## Question

Germanium in the β-tin structure is a metal. In a density-functional calculation of such a metal, the sharp edge between filled and empty states is usually smeared over a small energy width. This adds an entropy-like term to the free energy.

Consider two cells of this metal, with volumes of 17.433 and 19.652 Å³ per atom. The smearing is Gaussian with a width of 0.15 eV.

(a) Without a computer, estimate the size of the term in both cells from the volume, the number of valence electrons and the smearing width.

(b) Turn the estimate into a rule of thumb with one adjusted number, and judge it against calculated values.

(c) Where does the rule stop being reliable, and what is it good for?

## Model answer

### (a) An estimate from the electron density

Smearing affects only the electrons close to the Fermi level, the energy up to which states are filled. States well below it stay full and states well above it stay empty, and neither kind contributes. The partly filled states in between carry the whole term. Its size is therefore a count of how many states the metal has near the Fermi level.

That count depends on the volume. When the crystal expands, the valence electrons have more room and their kinetic energies fall. The same number of electrons then fits into a narrower range of energy, so there are more states in each electronvolt. The term should grow as the cell expands.

To put this into numbers, let $\sigma$ be the smearing width and $D$ the density of states at the Fermi level, per atom and with both spins counted. A state at a distance $x\sigma$ from the Fermi level contributes $\sigma e^{-x^2}/(2\sqrt{\pi})$ to the magnitude of the term. If $D$ hardly changes over the width, the sum over all states is

$$
|\text{term}| = D\sigma^2\,\frac{1}{2\sqrt{\pi}}\int_{-\infty}^{\infty}e^{-x^2}\,dx=\frac{D\sigma^2}{2}.
$$

One factor $\sigma$ comes from the number of states affected, the other from the energy that each contributes.

For $D$, treat the four outer electrons of each atom as free. The filled 3d shell lies far below the Fermi level and is left out. With $N=4$ electrons in the volume $V$ per atom,

$$
E_F=\frac{\hbar^2}{2m}\left(\frac{3\pi^2N}{V}\right)^{2/3},\qquad D=\frac{3N}{2E_F}.
$$

Here $E_F$ is counted from the bottom of the free-electron band. It falls as $V^{-2/3}$, so $D$, and the term with it, grows as $V^{2/3}$.

For the smaller cell, the density is $4/17.433\approx0.23$ electrons per Å³. Multiplied by $3\pi^2$ this gives 6.8, and the power 2/3 gives 3.6 Å⁻². With $\hbar^2/2m\approx3.8$ eV Å², the rest follows:

$$
E_F\approx 3.8\times3.6\approx13.7\ \text{eV},\qquad D\approx\frac{6}{13.7}\approx0.44\ \text{per eV},
$$

$$
|\text{term}|\approx0.44\times\frac{0.15^2}{2}\ \text{eV}\approx4.9\ \text{meV per atom}.
$$

The larger cell needs only the scaling. Its volume is greater by a factor of $19.652/17.433\approx1.13$, and the power 2/3 turns this into a rise of about 8 percent. The estimate becomes 5.3 to 5.4 meV per atom.

### (b) One adjusted number

The calculated values, from the PBEsol functional, are these:

Strained cells of germanium in the β-tin structure (space group I4_1/amd, 2 atoms per cell), computed with Ansatz 0.2.0 using scalar-relativistic PBEsol without spin polarization, PAW and a 420 eV plane-wave cutoff. All cells use a 20×20×20 k mesh and Gaussian smearing of width 0.15 eV; the smearing entropy term is −TS.

| volume (Å³/atom) | c/a | shortest distance (Å) | smearing entropy term (meV/atom) |
| --- | --- | --- | --- |
| 17.433 | 0.5345 | 2.625 | -4.300 |
| 17.968 | 0.5265 | 2.662 | -4.300 |
| 18.246 | 0.5346 | 2.665 | -4.360 |
| 18.798 | 0.5267 | 2.702 | -4.530 |
| 19.084 | 0.5348 | 2.705 | -4.450 |
| 19.652 | 0.5270 | 2.742 | -4.850 |
| 19.947 | 0.5349 | 2.745 | -4.670 |

The term is negative because it lowers the free energy; the rule gives its magnitude. For the smaller cell the calculation has 4.30 meV per atom, so free electrons overshoot by about 15 percent. They overshoot in every row, by 10 to 18 percent. The order of magnitude is thus right, and the error is similar throughout.

Such an error can be absorbed in one common factor. A least-squares fit of a pure $V^{2/3}$ law to all seven rows, with its coefficient rounded, gives

$$
|\text{term}|\approx0.64\,V^{2/3}\quad\text{(meV per atom, }V\text{ in Å}^3\text{ per atom)}.
$$

For free electrons the coefficient would be 0.73. The lower value means fewer states near the Fermi level than free electrons would have, provided that the width is defined as in (a). That is plausible, since the atoms reshape the bands, but no calculated density of states is at hand to confirm it.

Now the two cells again. To apply the rule, take the cube root of the volume and square it:

$$
0.64\times6.72\approx4.30,\qquad0.64\times7.28\approx4.66\ \text{meV per atom}.
$$

The first agrees with the calculation. The second is 4 percent below the calculated 4.85 and is the worst case in the table. Both cells were part of the fit, so neither is an independent test.

Over all rows the rule has a typical error of 0.1 meV per atom, about half that of a single constant value. Letting the exponent vary as well does not improve the prediction of rows left out of the fit. The printed output after this text gives the details.

### (c) Limits and use

The first limit is the shape of the cell. The rule knows only the volume, but the rows also alternate between two values of $c/a$, the ratio of the tetragonal cell edges: about 0.535 and about 0.527. Within each group the term grows with volume. From one row to the next it does not always do so, because the shape changes too.

The effect of shape is largest in the expanded cells. At 19.652 Å³ per atom, the flatter cell lies 0.26 meV per atom above a value interpolated between cells of the other shape. Near 18 Å³ per atom the two shapes hardly differ. The rule is therefore weakest for a cell that is both expanded and flattened, as the second worked example shows.

Why the shape matters is not settled by these data. A change of $c/a$ moves individual bands relative to the Fermi level, and this could raise the density of states there. The band structure near that level would have to be examined to decide. A repeat with a finer k mesh would show how much of the difference is numerical.

The second limit is the smearing width. All rows share one width, so the dependence on $\sigma^2$ rests on the derivation alone. It holds as long as the density of states is nearly flat across the smeared region. The coefficient 0.64 belongs to 0.15 eV and must be rescaled for any other width.

The third limit is the range of volumes. The factor was fitted between 17.433 and 19.947 Å³ per atom. For more strongly compressed or expanded cells the rule is an extrapolation that these data do not test.

The main use of the rule is to judge how far smearing has shifted an energy. Smearing lifts some electrons to higher states, which costs $D\sigma^2/4$, while the entropy term lowers the free energy by $D\sigma^2/2$. The net lowering is half the term, a little over 2 meV per atom here. Most of this cancels when cells are compared: the shift varies by less than 0.3 meV per atom over the table, whereas the free energy itself varies by 29.

## Remarks on the reasoning

Free electrons can give a fair estimate where several broad bands cross the Fermi level, because the peaks and dips of the single bands are then expected to average out in the count of states. For free electrons the count per atom grows as $N^{1/3}V^{2/3}$, so a change in volume matters more than an equal relative change in the number of valence electrons. For another metal with broad s and p bands, the same steps give a first guess: insert its number of valence electrons and its volume. The guess is expected to be much too high for a semimetal such as bismuth, which has few states at the Fermi level. The factor that corrects free electrons here was adjusted to germanium and should not be carried over.

A good answer does not take the small errors as proof of the free-electron picture. In the group with $c/a$ near 0.535, the growth from the smallest to the largest cell corresponds to an exponent of 0.61, close to 2/3. Yet the slope between neighbouring cells of that group more than triples on the way, whereas a $V^{2/3}$ law is almost straight over this range. For this shape the rule reproduces the overall rise but not its course. For the flatter cells it misses the rise as well: their growth corresponds to an exponent of 1.34, about twice 2/3.

It is also a mistake to read the term as the heat-related entropy of germanium. The width of 0.15 eV is a numerical setting that makes sums over a finite k mesh converge faster, not a temperature. What the term does reveal is physical: roughly how many electron states lie close to the Fermi level.

Output of the analysis:

```
Estimates by volume:
     row  V^(2/3) in A^2  free-electron E_F in eV  free-electron DOS per eV and atom  free-electron magnitude in meV/atom  hand rule in meV/atom  hand rule less computed in meV/atom  hand rule miss in percent
  17.433           6.723                    13.67                              0.439                                4.939                  4.303                             0.002901                    0.06747
  17.968            6.86                    13.39                              0.448                                 5.04                   4.39                              0.09049                      2.104
  18.246           6.931                    13.26                             0.4526                                5.091                  4.436                              0.07566                      1.735
  18.798            7.07                       13                             0.4617                                5.194                  4.525                            -0.005321                    -0.1175
  19.084           7.141                    12.87                             0.4663                                5.246                   4.57                               0.1205                      2.707
  19.652           7.282                    12.62                             0.4755                                 5.35                  4.661                              -0.1893                     -3.903
  19.947           7.355                    12.49                             0.4803                                5.403                  4.707                              0.03723                     0.7971
Free-electron coefficient of V^(2/3), meV/atom per A^2: 0.7346
Smallest overestimate by free electrons, percent: 10.3
Largest overestimate by free electrons, percent: 17.89
Rms miss of the hand rule, meV/atom: 0.09687
fit of S on 7 rows: coefficient of V23 0.6375 +/- 0.0055; rms 0.0952, worst 19.652 -0.208, leave-one-out rms 0.112
fit of S on 7 rows: constant 4.494 +/- 0.078; rms 0.191, worst 19.652 -0.356, leave-one-out rms 0.222
fit of S on 7 rows: coefficient of (vol/mean(vol))**s 4.495 +/- 0.04, s 0.8375; rms 0.0889, worst 19.652 -0.171, leave-one-out rms 0.13
Smallest step slope in the c/a 0.535 group, meV/atom per A^3/atom: 0.0738
Largest step slope in the c/a 0.535 group, meV/atom per A^3/atom: 0.2549
Mean slope of the hand rule, meV/atom per A^3/atom: 0.1607
End-to-end exponent, c/a 0.535 group: 0.6127
End-to-end exponent, c/a 0.527 group: 1.344
Excess of smallest low-c/a cell over the other group, meV/atom: -0.03948
Excess of middle low-c/a cell over the other group, meV/atom: 0.1107
Excess of largest low-c/a cell over the other group, meV/atom: 0.2552
Spread of the free energy over the rows, meV/atom: 28.77
Spread of half the entropy term over the rows, meV/atom: 0.275
```
